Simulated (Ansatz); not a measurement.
## A ladder of methods for C2HF2 (SMILES [CH]=C(F)F)

The species is C2HF2 (5 atoms), meant as a doublet with charge 0. As SMILES, `[CH]=C(F)F`. Geometry: optimised at r2SCAN/def2-SVP.

```xyz
5

C    -0.0257    0.9218   -0.0123
C     0.1667   -0.3714    0.1274
F     1.0489   -0.9206    0.9370
F    -0.4948   -1.3169   -0.5225
H    -0.6451    1.6133   -0.5711
```

Each level gives the dissociation energy of the F3–C2 bond into doublet F and singlet C2HF (shapes relaxed at r2SCAN/def2-SVP, no zero-point term) (eV). The values are calculated.

| level | kind | program | value (eV) | less CCSD(T)/def2-TZVPP |
| --- | --- | --- | --- | --- |
| USVWN5/def2-TZVPP | LDA | Ansatz | 3.85 | +1.20 |
| UPBE/def2-TZVPP | GGA | Ansatz | 3.13 | +0.48 |
| U-r2SCAN/def2-TZVPP | meta-GGA | Ansatz | 3.15 | +0.50 |
| UPBE0-D4/def2-TZVPP | global hybrid | Ansatz | 2.99 | +0.34 |
| U-wB97M-V/def2-TZVPP | range-separated hybrid | Ansatz | 2.82 | +0.17 |
| UB2PLYP/def2-TZVPP | double hybrid | Ansatz | 2.70 | +0.05 |
| UMP2/def2-TZVPP | perturbation theory | Ansatz | 2.49 | -0.16 |
| UCCSD(T)/def2-TZVPP | coupled cluster or CI | Ansatz | 2.65 | 0.00 |

Differences are taken from UCCSD(T)/def2-TZVPP for orientation; it has basis-set and higher-order errors of its own. The values span 2.49 to 3.85 eV. Spin contamination of the reference (⟨S²⟩ at least 0.1 too high) touches UMP2/def2-TZVPP, UCCSD(T)/def2-TZVPP (up to 0.18 too high). A fragment with an even electron count was run as a singlet and may have a lower triplet. Measured bond enthalpies also hold zero-point and thermal terms, a few tenths of an eV less.

Every level makes loss of fluorine from the 2,2-difluorovinyl radical clearly endothermic, yet the coupled-cluster value of 2.65 eV is far below what an ordinary C–F bond in a closed-shell fluorocarbon costs. The reason is that this is a β-scission. As the C–F bond breaks, the electron left on the CF2 carbon pairs with the unpaired σ electron on the neighbouring CH carbon, giving the second π bond of fluoroacetylene. That new bond repays much of the cost of breaking a strong, polar one, so the result measures the radical's fragmentation energy rather than the intrinsic strength of its C–F bond.

Among the density functionals the energy falls from LDA to the double hybrid, with r2SCAN, marginally above PBE, the only break in the order; the decline probably reflects less overbinding by approximate exchange as gradient corrections and then exact exchange enter. The reaction energy alone does not show how quickly the radical would lose fluorine, since any barrier to the reverse addition of F to fluoroacetylene would add to it.
